Q: I have five sets of values and five shapes of one molecule, and I am to say which belongs to which. Where do I begin?

Conformers of C=C[Si@H](O)N[Si@H](C)O in the gas phase: OLYP-D3(BJ)/def2-SVP energies (PySCF 2.14.0) at GFN1-xTB geometries (tblite 0.8.0). Free energies and Boltzmann weights at 298.15 K add GFN2-xTB quasi-harmonic terms to the DFT energies. Torsions, in order: C1-C2-Si3-O4, N5-Si3-O4-H4, O4-Si3-N5-Si6, Si3-N5-Si6-O8, N5-Si6-O8-H8. Candidates, each with its torsions in degrees: 5 (130,22,0,14,12); 2 (-6,95,-147,17,9); 4 (-2,17,5,14,14); 1 (-140,2,14,-146,89); 3 (0,19,10,18,19).

| row | GFN2-xTB energy above its lowest (kcal/mol) | DFT energy above the lowest (kcal/mol) | free energy above the lowest (kcal/mol) | weight (%) | dipole (D) |
| --- | --- | --- | --- | --- | --- |
| A | 1.880 | 0.190 | 0.000 | 57.00 | 1.740 |
| B | 0.000 | 1.710 | 2.180 | 1.40 | 1.620 |
| C | 0.540 | 2.170 | 2.320 | 1.10 | 1.730 |
| D | 1.380 | 0.000 | 0.220 | 39.40 | 1.710 |
| E | 0.210 | 1.860 | 2.380 | 1.00 | 1.800 |

A: With the shapes. The molecule is a chain with two silicon atoms joined by an NH group, and each silicon carries a hydroxyl. The third and fourth torsions tell whether each oxygen lies on the side of the other silicon (near 0°) or is swung away from it. In candidates 3, 4 and 5 both lie within 18° of zero, so the two oxygens face each other. In candidates 1 and 2 one side has opened to about −146°, and the hydrogen of that hydroxyl has turned to about 90°.

Q: Hydroxyls that face each other should attract, so I would give the facing shapes the lowest energies.

A: They need not attract: a hydrogen bond needs a hydrogen that points at the other oxygen from close by. In the recorded structure of candidate 3 the oxygens are about 3.6 Å apart and both hydrogens point outward, so there is none. And lowest in which column? GFN2-xTB puts B, C and E lowest, while DFT puts A and D lowest. A low energy therefore can't name a family. What the two columns share is the grouping: three letters keep together, and so do two.

Q: Is that grouping more than a coincidence of sizes?

A: Subtract the GFN2-xTB energy from the DFT energy for each letter. B, C and E give between +1.6 and +1.7 kcal/mol, A and D between −1.7 and −1.4. This is what physics suggests. When two shapes place the oxygens alike along the Si-N-Si chain, whatever the methods disagree on in that arrangement largely cancels from the energy difference; when the arrangement changes, the disagreement shows.

Q: So each family has its own offset between the methods?

A: Yes, and that is the whole model: DFT energy = GFN2-xTB energy + one constant for each family. Fitted to all five rows, it puts the two constants 3.2 kcal/mol apart and leaves a typical misfit of 0.1 kcal/mol. A single straight line of DFT against GFN2-xTB energy, also with two constants, misses by about four times as much and slopes downwards. That slope misleads, because within each family the two methods agree on the order. The printed analysis after this exchange gives both fits.

Q: Then A and D are candidates 1 and 2, and B, C and E are 3, 4 and 5.

A: That much I would call well supported, provided that similar shapes have similar offsets. It leaves 12 of the 120 possible assignments.

Q: Can I go further? Candidates 3 and 4 have almost the same torsions, and B and E are closest in energy among the three. So B and E should be 3 and 4, and C should be 5.

A: That is a reasonable bet, but only a bet. Between A and D I can't choose at all from the shapes, since each has one side opened. So the families are well supported, and the places within them stay ambiguous. Now look at the labels.

The rows with their labels:

| number | torsions in degrees | GFN2-xTB energy above its lowest (kcal/mol) | DFT energy above the lowest (kcal/mol) | free energy above the lowest (kcal/mol) | weight (%) | dipole (D) |
| --- | --- | --- | --- | --- | --- | --- |
| 1 | (-140,2,14,-146,89) | 1.880 | 0.190 | 0.000 | 57.00 | 1.740 |
| 2 | (-6,95,-147,17,9) | 1.380 | 0.000 | 0.220 | 39.40 | 1.710 |
| 3 | (0,19,10,18,19) | 0.000 | 1.710 | 2.180 | 1.40 | 1.620 |
| 4 | (-2,17,5,14,14) | 0.540 | 2.170 | 2.320 | 1.10 | 1.730 |
| 5 | (130,22,0,14,12) | 0.210 | 1.860 | 2.380 | 1.00 | 1.800 |

Q: The families were right, but my bet was wrong. Why?

A: You expected near-equal torsions to give near-equal energies. Conformers 3 and 4 agree within 5° in every one of them, yet differ by about half a kcal/mol in both methods. Conformer 5 has its vinyl group turned by about 130° and lies only 0.15 kcal/mol above conformer 3 in DFT. The list leaves out the turn of the methyl group and all bond angles, so it can't show what separates 3 from 4. In conformer 3 the Si-O-H groups are nearly straight, so even the hydroxyl torsions say little about where the hydrogens are. One of the two may even be incompletely relaxed rather than a separate shape. The numbers themselves follow rising free energy, which is a convention of the list and says nothing about shape.

Q: Does the disagreement between the methods matter in practice?

A: It decides which shape you think you have. At room temperature the thermal energy RT is 0.59 kcal/mol, so an offset of 3.2 kcal/mol changes the ratio of the two families by exp(3.2/0.59), a factor of roughly 200. With DFT energies the opened family holds 96% of the listed population. With GFN2-xTB energies and the same thermal terms it would hold about 11%.

Q: And within the opened family, is conformer 1 really the main one?

A: I wouldn't rely on it. DFT alone puts conformer 2 lower by 0.19 kcal/mol, and only the thermal terms reverse the order. The data makers' tests on other systems found noise of some hundredths of a kcal/mol in relative energies; it wasn't measured for these runs, but would count when gaps are this small. The data makers also warn of conformers that keep an imaginary mode. These runs show no sign of that: they record no saddle points, and the lowest modes of the listed conformers are real. At about 22 to 29 cm⁻¹ those modes are very soft, though, which still makes the thermal terms uncertain. Shapes are missing too: the search found 14, but only six were carried further, and five remain in the list. It relied on GFN2-xTB, which places the opened family high, so further opened shapes are the ones most at risk of having been dropped. All the weights are provisional.

Q: What causes the offset between the families?

A: I can't name it. A hydrogen bond or a clash between the facing hydroxyls would be the obvious guess, but the recorded structure of conformer 3 shows neither: its O···O, H···O and H···H distances are all about 3.6 to 3.7 Å. The methods may instead disagree on the longer-range forces between the polar Si-O bonds, or on how the nitrogen's electrons interact with those bonds as they turn. The geometries are a suspect too: the DFT energies were computed at GFN1-xTB structures, the GFN2-xTB energies at that method's own minima. Silanols are normally clearly bent at the oxygen, so the nearly straight Si-O-H groups of conformer 3 may cost energy in DFT. If that cost differs between the families, it becomes part of the offset. These numbers don't separate such causes, nor do they show which method is right. What they do show is where to spend a better calculation: on the energy of opening a hydroxyl, with the structures relaxed again by a better method, before the smaller differences within a family.

The analysis program printed:

```
Shifts and weights:
  row  DFT_less_GFN2_kcal  free_less_DFT_kcal  Boltzmann_weight_pct  weight_with_GFN2_energies_pct
    1               -1.69               -0.19                 57.05                          4.886
    2               -1.38                0.22                 39.35                          5.688
    3                1.71                0.47                  1.44                           38.3
    4                1.63                0.15                 1.137                          26.42
    5                1.65                0.52                 1.027                           24.7
fit of shift on 5 rows: constant -1.535 +/- 0.093, coefficient of facing 3.198 +/- 0.12; rms 0.102, worst 1 0.155, leave-one-out rms 0.2
fit of dft on 5 rows: constant 2.075 +/- 0.38, coefficient of gfn -1.109 +/- 0.35; rms 0.436, worst 4 -0.694, leave-one-out rms 0.67
RT at 298.15 K (kcal/mol): 0.5925
GFN2 energy, facing mean less opened mean (kcal/mol): -1.38
DFT energy, facing mean less opened mean (kcal/mol): 1.818
Spread of the shift within the facing family (kcal/mol): 0.08
Spread of the shift within the opened family (kcal/mol): 0.31
DFT energy, conformer 4 less conformer 3 (kcal/mol): 0.46
GFN2 energy, conformer 4 less conformer 3 (kcal/mol): 0.54
DFT energy, conformer 5 less conformer 3 (kcal/mol): 0.15
Thermal term, conformer 2 less conformer 1 (kcal/mol): 0.41
Mean dipole of the opened family (D): 1.725
Mean dipole of the facing family (D): 1.717
Opened share with DFT energies (%): 96.4
Opened share with GFN2 energies (%): 10.57
Assignments left by the families, of 120: 12
```
